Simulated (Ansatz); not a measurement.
Ti: energy change per atom and pressure against volume scale

Results calculated with Ansatz 0.2.0, not measured. Plane-wave DFT, scalar-relativistic PAW made under PBE with cores redone for the functional, no dispersion; the given relaxed cell is scaled uniformly, energy at zero smearing counts from the unscaled cell, pressure at the given Fermi-Dirac smearing is positive in compression.

The cell before it is scaled or strained (space group P6/mmm, No. 191):
```
Ti
1.0
      4.5680     0.0000     0.0000
     -2.2840     3.9560     0.0000
      0.0000     0.0000     2.8258
Ti
3
Direct
  1.00000 1.00000 0.00000
  0.33333 0.66667 0.50000
  0.66667 0.33333 0.50000
```

Settings of every row: spin polarised no; functional r2SCAN; wave cutoff 500 eV; smearing width 0.1 eV; k mesh 9x9x13.

Atom starting moment: 0 on all atoms.

Limits: the cell comes from a prototype or a list of computed structures and needn't be the stable phase.

| row | volume scale | V (Å³/atom) | energy change per atom (meV) | pressure (GPa) |
| --- | --- | --- | --- | --- |
| 1 | 0.88 | 14.979 | 107.69 | 18.79 |
| 2 | 0.92 | 15.66 | 44.42 | 11.36 |
| 3 | 0.96 | 16.341 | 10.11 | 5.16 |
| 4 | 1.04 | 17.703 | 10.1 | -4.32 |
| 5 | 1.08 | 18.383 | 37.05 | -7.91 |
| 6 | 1.12 | 19.064 | ? | ? |

Question: what energy change per atom and pressure should row 6 give?

Worked fit of energy change per atom. Take u = (V_r/V)^(2/3) − 1 with V_r = 16.341 Å³ an atom, which is twice the finite (Eulerian) strain; such expansions in the strain, on which the Birch-Murnaghan equation of state is built, carry the rest volume and the bulk modulus. The shown rows have u = 0.05973, 0.02878, 0, -0.05197, -0.0755. Least squares give energy change per atom = 10.111 + 757.59 × u + 14716.8 × u² meV; a straight line predicts inner rows, each left out in turn, worse (root mean square 30 against 0.47 meV). The rows lie off it by -0.18, 0.32, 0.00, -0.39, 0.25 (root mean square 0.26 meV). The withheld row has u = -0.09765, so the fit gives 10.111 + 757.59 × (-0.09765) + 14716.8 × (-0.09765)² = 76.46 meV.

The calculation gave 78.02 meV. The fit lies 1.56 meV (2 % of the value, 1.6 % of the column's range) below it; its largest miss of a shown row is 0.39 meV. This row lies beyond the range of the fit.

Worked fit of pressure. Take u = (V_r/V)^(2/3) − 1 with V_r = 16.341 Å³ an atom, which is twice the finite (Eulerian) strain; such expansions in the strain, on which the Birch-Murnaghan equation of state is built, carry the rest volume and the bulk modulus. The shown rows have u = 0.05973, 0.02878, 0, -0.05197, -0.0755. Least squares give pressure = 5.162 + 203.79 × u + 407 × u² GPa; a straight line predicts inner rows, each left out in turn, worse (root mean square 0.84 against 0.01 GPa). The rows lie off it by 0.00, 0.00, 0.00, 0.01, -0.01. The pressure vanishes at u = -0.0268, or V = 17.02 Å³ an atom, and there the bulk modulus at fixed shape and fractions is B = −V dP/dV = (2/3)(1 + u) dP/du = 118 GPa. Letting shape and atoms relax would as a rule lower it, by much in layered, chain or molecular crystals. The withheld row has u = -0.09765, so the fit gives 5.162 + 203.79 × (-0.09765) + 407 × (-0.09765)² = -10.86 GPa.

The calculation gave -10.89 GPa. The fit lies 0.03 GPa (0.1 % of the column's range) above it; its largest miss of a shown row is 0.01 GPa. This row lies beyond the range of the fit.
